How strongly a functional's exchange energy depends on the gradient of the electron density, that is, on how fast the density varies from place to place, does much to decide where its band gap for GaN falls among those of other functionals when the atoms stay in place. The three van der Waals functionals show this most cleanly: they share their correlation, differ only in exchange, and their gaps still spread over 135 meV. Among these three, the stronger the dependence, the wider the gap. Across the wider set the rule holds only roughly, and OLYP and PBEint show where it gives way.

Band gaps of wurtzite GaN in one fixed cell, from PAW DFT in GPAW 26.7.0 with an 800 eV plane-wave cutoff, a 7×7×4 k mesh and Fermi–Dirac smearing of 0.05 eV. The Ga 3d electrons are kept in the frozen core. Gaps are taken along the path Γ–M–K–Γ–A–L–H–A, L–M, K–H and include spin–orbit coupling, added after the self-consistent run.

```
functional                                           potentials  gap on path (eV)  direct gap on path (eV)
      BLYP  PAW data sets made by gpaw setup for the functional             2.203                    2.203
     M06-L                 GPAW PAW data sets (gpaw data 1.2.1)             2.136                    2.136
      OLYP  PAW data sets made by gpaw setup for the functional             2.248                    2.248
    PBEint  PAW data sets made by gpaw setup for the functional             2.026                    2.026
optPBE-vdW                 GPAW PAW data sets (gpaw data 1.2.1)             2.189                    2.189
    vdW-DF                 GPAW PAW data sets (gpaw data 1.2.1)             2.238                    2.238
 vdW-DF-cx                 GPAW PAW data sets (gpaw data 1.2.1)             2.103                    2.103
```

The column "gap on path" is the smallest energy difference between filled and empty states along the path of crystal momenta, and "direct gap on path" is the smallest difference at a single momentum. The two agree in every row, so every functional gives a direct gap. All gaps lie within 0.222 eV of one another, about 11% of the smallest.

The usual ladder of functionals doesn't sort them. Functionals that use only the density and its gradient hold both ends, OLYP at the top and PBEint at the bottom. M06-L, which also uses the kinetic-energy density of the orbitals, lies between them, as do the van der Waals functionals. A rung tells which ingredients enter a functional, but not how strongly each one acts.

To see why that strength matters, start with exchange in a nearly uniform electron gas. Let n be the electron density and s the reduced gradient, a dimensionless measure of how fast n changes over the typical distance between electrons. The exchange energy per volume is then

e = −C n^(4/3) (1 + μ s²)

where C is a positive constant and μ sets the strength of the gradient term. Since s² is proportional to |∇n|²/n^(8/3), that term has the form −B |∇n|²/n^(4/3), with B proportional to μ. Its variation with the density gives the extra potential felt by an electron:

Δv = B [2 ∇²n / n^(4/3) − (4/3) |∇n|² / n^(7/3)]

At a density minimum between atoms the gradient vanishes and ∇²n is positive, so the extra potential pushes electrons up in energy. In the valence shell of nitrogen, where charge is concentrated, ∇²n is negative and both terms pull electrons down. A larger μ strengthens both effects.

The two edges of the gap sample these regions differently. The top of the valence band in GaN consists mainly of nitrogen 2p orbitals, which live in the concentrated charge around nitrogen. The lowest conduction state is s-like and spreads further into the thin regions between atoms. Stronger gradient dependence should therefore lower the valence edge relative to the conduction edge and widen the gap. This step rests on theory and on the known character of the two states, because the calculated band energies have no common zero from which to follow each edge separately.

The van der Waals trio allows a close comparison, since its members also use the same kind of atomic data sets. A handy measure of their exchange is the enhancement at s = 1, meaning how much stronger it is than in a uniform gas of the same density. In rough recalled values this is 19% for vdW-DF, 15% for optPBE-vdW and 9% for vdW-DF-cx. The gaps follow the same order, and the larger drop in enhancement goes with the larger drop in gap: 49 meV for the first step and 86 meV for the second. The label "van der Waals" thus doesn't fix the gap, for the part of the functional that describes dispersion is the same in all three.

This gives a usable rule for the same crystal. If a fourth functional kept this correlation and had an exchange between those of optPBE-vdW and vdW-DF-cx, its gap would be expected between theirs. The rule gives an order rather than a formula, because the potential depends on the whole curve of enhancement against s and not on one point of it.

OLYP shows what a single point can hide. It shares its correlation with BLYP, so the 45 meV by which its gap is wider come from exchange. Yet at s = 1 its enhancement is slightly the smaller of the two, about 16% against 18%, and the simple measure puts the pair in the wrong order.

The shape of OLYP's exchange offers an explanation. It is about 5% stronger than uniform-gas exchange even where the density is flat, and this deepens the potential most where the density is high, which favours the nitrogen 2p states. Its gradient term starts weakly but then climbs steeply, so that its total enhancement overtakes that of BLYP somewhat beyond s = 1. Both features can widen the gap, but the two gaps alone can't tell how much each contributes.

PBEint is the stronger exception. Its enhancement at s = 1 is about 12%, above that of vdW-DF-cx, yet its gap is 77 meV smaller. Here correlation changes along with exchange. In functionals of the PBE type the gradient term of correlation works against that of exchange, and this may offset part of the widening. That is a plausible cause but an untested one, since the atomic data sets differ as well: those for PBEint were made for the functional, those for vdW-DF-cx were not.

For the six functionals other than M06-L, the rank correlation between gap and enhancement is 0.77, where 1 would mean identical order. With so few functionals this points to a tendency and no more, although the enhancements were not adjusted to these gaps. M06-L is left out because its exchange also depends on the kinetic-energy density, so that no single enhancement belongs to a given s. Its place as the third-smallest gap therefore lies outside the reach of this model.

The closest neighbours shouldn't be ranked too firmly. OLYP lies only 10 meV above vdW-DF, and BLYP only 14 meV above optPBE-vdW, while each pair mixes two kinds of data sets. Spin–orbit coupling matters less for the order: it lowers every gap by 6 to 8 meV, almost equally. The runs warn that its splittings are too wide, so the true lowering is probably smaller still.

A larger change would come from letting each functional choose its own cell. The common cell is compressed in the eyes of both BLYP and PBEint, with calculated pressures of 19.9 and 11.6 GPa. On relaxation it would expand, and the gap of GaN shrinks as the crystal expands, by very roughly 0.035 eV for each GPa released. The extra loss for BLYP would be

(19.9 − 11.6) GPa × 0.035 eV/GPa ≈ 0.29 eV

In the fixed cell BLYP has the wider gap by only 0.177 eV, so the two could change places. The estimate assumes a constant slope over a wide range of pressure and should be read as a warning about size rather than as a prediction. The order of the gaps belongs to this geometry and shouldn't be carried over to cells relaxed with each functional.

Nor does a wider gap here mark a better functional. The measured gap is roughly 3.5 eV, so even OLYP falls short by about 1.3 eV, several times the whole spread among the functionals. Most of this shortfall is the familiar fault of band gaps from functionals of these kinds, which leave out most or all of the jump in potential that comes with adding an electron to the crystal.

The treatment of gallium hides part of the fault. Its 3d electrons are frozen in the core, which removes their repulsion of the nitrogen 2p states. That repulsion would raise the valence edge and narrow the gap, so with active 3d electrons the shortfall would be larger still. The van der Waals trio still compares exchange at equal treatment, but active 3d electrons could change the size of its differences, and also the pressures used in the estimate above. The printed analysis after this section lists the differences and the estimate used here.

Numerical output:

```
Gaps and descriptors:
         row  gap_eV  below_highest_meV  lowering_by_spin_orbit_meV  extra_exchange_at_s1
        BLYP   2.203                 45                       8.139                  0.18
       M06-L   2.136                112                       6.318                     0
        OLYP   2.248                  0                       8.215                  0.16
      PBEint   2.026                222                       7.602                  0.12
  optPBE-vdW   2.189                 59                       7.827                  0.15
      vdW-DF   2.238                 10                       8.222                  0.19
   vdW-DF-cx   2.103                145                       8.137                 0.094
Spread of all gaps, eV: 0.222
Spread as percentage of the smallest gap, %: 10.96
vdW-DF minus optPBE-vdW, meV: 49
optPBE-vdW minus vdW-DF-cx, meV: 86
vdW-DF minus vdW-DF-cx, meV: 135
OLYP minus BLYP, meV: 45
OLYP minus vdW-DF, meV: 10
BLYP minus optPBE-vdW, meV: 14
vdW-DF-cx minus PBEint, meV: 77
M06-L minus vdW-DF-cx, meV: 33
Rank correlation of gap and extra exchange, six rows without M06-L: 0.7714
Pressure of BLYP minus that of PBEint, GPa: 8.275
Gap of BLYP minus that of PBEint in the fixed cell, eV: 0.177
Rough extra loss of gap of BLYP on relaxation, eV: 0.2896
Rough shortfall of the highest gap from measurement, eV: 1.252
Rough shortfall of the lowest gap from measurement, eV: 1.474
```
